**Q:** I have a molybdenum compound with one nitride and three amide groups, and I want its ionisation energy. Each functional I try gives a different number. Can you tell me what the next one, B2PLYP, will give before it is run?

**A:** I can try, because the differences have a pattern. These are vertical energies: the electron leaves and the atoms stay where they are.

Vertical ionisation energies of H6MoN4, computed with Ansatz 0.2.0 at the levels of theory listed, all at the PBE-D4/def2-SVP geometry. The neutral molecule (charge 0) has spin multiplicity 1 and the ion (charge +1) has spin multiplicity 2.

```
       result level  result ionisation energy (eV)
  BLYP-D4/def2-TZVP                          8.307
r2SCAN-D4/def2-TZVP                          8.465
 B3LYP-D4/def2-TZVP                          8.675
  PBE0-D4/def2-TZVP                          8.645
  wB97X-V/def2-TZVP                          8.946
   B2PLYP/def2-TZVP                              ?
```

**Q:** The known values differ by 0.64 eV. What is the electron leaving that makes it so sensitive?

**A:** Probably lone pairs on the amide nitrogens. Molybdenum is formally in oxidation state six, with no d electron left to give. Each NH2 group lies in a plane that contains the Mo≡N axis, so its lone pair points sideways. By near-threefold symmetry, one combination of the three lone pairs then finds no metal d orbital to bond with, so it should lie high in energy. Simpler tight-binding calculations of the same ionisation do not settle the matter. The three amide groups together give up about 0.6 of an electron's charge, yet the nitride atom loses more than any single amide nitrogen. Such charges also include the response of the other electrons, and I have not seen the orbital itself, so the assignment rests on the symmetry argument.

**Q:** Why would a functional care where the hole sits?

**A:** The likely reason is how far the hole is spread. BLYP and r2SCAN are semilocal: they work out exchange at each point from what is found right there, so an electron partly repels itself. A hole shared among three amides then comes out too stable, and the ion costs too little energy. Exact exchange removes part of this error, which should raise the ionisation energy. In ammonia, with a single nitrogen lone pair, the hole has little room to spread, and I would expect a weaker dependence on exact exchange.

**Q:** Do the numbers follow that rule?

**A:** Broadly. B3LYP, with 20% exact exchange, lies 0.37 eV above BLYP, which has none. wB97X-V, whose share grows to 100% at long range, gives the highest known value. But r2SCAN lies above BLYP without any exact exchange, and PBE0, with 25%, lies 0.03 eV below B3LYP. The other ingredients of a functional therefore matter too, at the level of one or two tenths of an electronvolt.

**Q:** B2PLYP has 53% exact exchange. Should it not come out very high?

**A:** It would if exchange were all that changed. But B2PLYP also replaces 27% of the LYP correlation by a second-order term, computed from pairs of electrons that jump together into empty orbitals. Both kinds of correlation count the pair energy that is lost when one partner leaves, so that part should roughly cancel in the replacement. The second-order term adds something else: the remaining electrons adjust to the hole's momentary position. This stabilises the ion, so my guess is that the replacement lowers the ionisation energy. The run itself will offer a check, because it also gives the energies without the second-order term.

**Q:** So you expect one ingredient to push up and the other to pull down. How do you turn that into a number?

**A:** With a working assumption: the second-order share cancels an equal share of exact exchange. I then read the effect of exchange from BLYP and B3LYP, which have most ingredients in common:

$$I = I_{\mathrm{BLYP}} + s\,(a - c)$$

Here $I$ is the ionisation energy, $a$ the share of exact exchange and $c$ the share of second-order correlation. The slope is $s = 0.368/0.20 = 1.84$ eV for a full unit of exchange. For B2PLYP the net share is $0.53 - 0.27 = 0.26$, so $I = 8.307 + 1.84 \times 0.26 \approx 8.79$ eV.

**Q:** And how far would you trust it?

**A:** To about 0.30 eV either way, so from 8.49 to 9.09 eV. The line misses r2SCAN by 0.16 eV and PBE0 by somewhat less, and I have roughly doubled the larger miss. That is a judgement, not a statistical interval. I expect B2PLYP to fall above B3LYP and below wB97X-V, though the range covers both.

**Q:** What would have made you choose another number?

**A:** Dropping the cancellation, above all: the same line with the full 53% gives 9.28 eV. Keeping the cancellation but fitting the line to BLYP, r2SCAN, B3LYP and PBE0 together gives 8.70 eV. I preferred the pair with the most similar ingredients. wB97X-V stayed out of both lines because its exchange share changes with distance.

**Q:** Then let us see the calculation.

The withheld rows as computed:

```
    result level  result ionisation energy (eV)
B2PLYP/def2-TZVP                          8.713
```

**A:** It gives 8.71 eV. My forecast was 0.07 eV too high, well inside its range, and B2PLYP does fall between B3LYP and wB97X-V. The estimate without cancellation is too high by 0.57 eV. B2PLYP took no part in either line, and the printed output after this text shows both. My reasoning fared worse than my number, though. Without the second-order term the B2PLYP ionisation energy is lower still, so the term raises the value and does not pull it down.

**Q:** Where did the 0.07 eV come from?

**A:** One candidate is the B3LYP value on which my slope rests. This version of B3LYP contains a form of local correlation, VWN-RPA, that tends to raise ionisation energies by roughly 0.1 eV. Lowering B3LYP by that much would bring the forecast down to about 8.66 eV, slightly below the computed value. So the effect is large enough to explain the miss, but no run here isolates it.

**Q:** The line through four functionals came closer still. Is it the better model?

**A:** One molecule cannot decide that. Its slope is 1.2 eV per unit of exchange with an uncertainty of 0.4 eV, so its close hit is more precise than the line itself. What the two lines share is the cancellation, and both land near the computed value with it. Without it, the second line would give 9.01 eV, too high by 0.30 eV. That is a smaller miss than the first line's, so even as a rule of thumb the cancellation depends on how steep a line you trust.

**Q:** B2PLYP and B3LYP now differ by only 0.04 eV. May I take that as a sign that both are right?

**A:** No. Both are built on Becke's exchange and LYP correlation, so they can share errors, and agreement between two approximations does not measure their error. The second-order term also needs a sound starting point. Here the neutral molecule was held to paired spins. The runs report a stable minimum under that restriction, but whether it holds once the spins may unpair is not settled; the B2PLYP run lists that test as undecided. The makers of the data also warn of an instability in Hartree–Fock theory, but that warning comes from their tests on other systems, not from these runs. The ion is a more serious concern, because it is not a pure doublet. With BLYP the departure is small: the squared spin lies only about 0.02 above the value for a pure doublet. In the B2PLYP run it is much larger, and second-order theory suffers most from such contamination. It often recovers too little correlation for the ion, which would make the ionisation energy too high. Nor is it certain that each run found the lowest doublet state. Any of this could shift the B2PLYP value. The second-order term also includes outer-core electrons, for which the basis lacks suitable functions. For comparing compounds, keep to one functional: changing it can move this molecule by several tenths of an electronvolt.

**Q:** Has the forecast at least shown that the second-order term cancels the exchange?

**A:** No, and the B2PLYP run speaks against it. The assumption gave a good number for this molecule, but probably for the wrong reason. Some rise from the second-order term was to be expected, since it restores pair energy that was taken out with 27% of the LYP correlation. But the value was already below 8.71 eV before that term came in, whereas the straight line with 53% exchange gives 9.28 eV. The missing LYP share would have to account for more than 0.57 eV, which seems too much. More likely the effect of exchange levels off at high shares, for instance because the hole settles on one amide or because the ion's spin state becomes impure. The hybrid BHandHLYP, with 50% exact exchange and full LYP correlation, would test this. About 8.7 eV would support the levelling off; about 9.2 eV would mean that the straight line holds and that the LYP share matters more than I think. A value in between would leave room for both.

Numerical output:

```
wB97X-V minus BLYP, spread of known rows (eV): 0.639
B3LYP minus BLYP (eV): 0.368
r2SCAN minus BLYP (eV): 0.158
PBE0 minus B3LYP (eV): -0.03
wB97X-V minus B3LYP (eV): 0.271
slope of BLYP to B3LYP line (eV per unit exchange share): 1.84
line minus computed for r2SCAN (eV): -0.158
line minus computed for PBE0 (eV): 0.122
FORECAST for B2PLYP with cancellation (eV): 8.785
judged error bar of forecast (eV): 0.3
lower end of forecast (eV): 8.485
upper end of forecast (eV): 9.085
rival for B2PLYP without cancellation (eV): 9.282
forecast if B3LYP is lowered by a rough 0.1 eV for VWN-RPA (eV): 8.655
fit of IE on 4 rows (isglob > 0): constant 8.391 +/- 0.064, coefficient of aeff 1.174 +/- 0.4; rms 0.0643, worst BLYP-D4/def2-TZVP 0.0839, leave-one-out rms 0.129
  rows outside the fit (model, value, miss): wB97X-V/def2-TZVP 8.591, 8.946, -0.355; B2PLYP/def2-TZVP 8.696, 8.713, -0.0168
REVEALED B2PLYP ionisation energy (eV): 8.713
forecast minus computed for B2PLYP (eV): 0.0724
rival without cancellation minus computed (eV): 0.5692
B2PLYP minus B3LYP (eV): 0.038
B2PLYP minus wB97X-V (eV): -0.233
B2PLYP minus BLYP (eV): 0.406
```
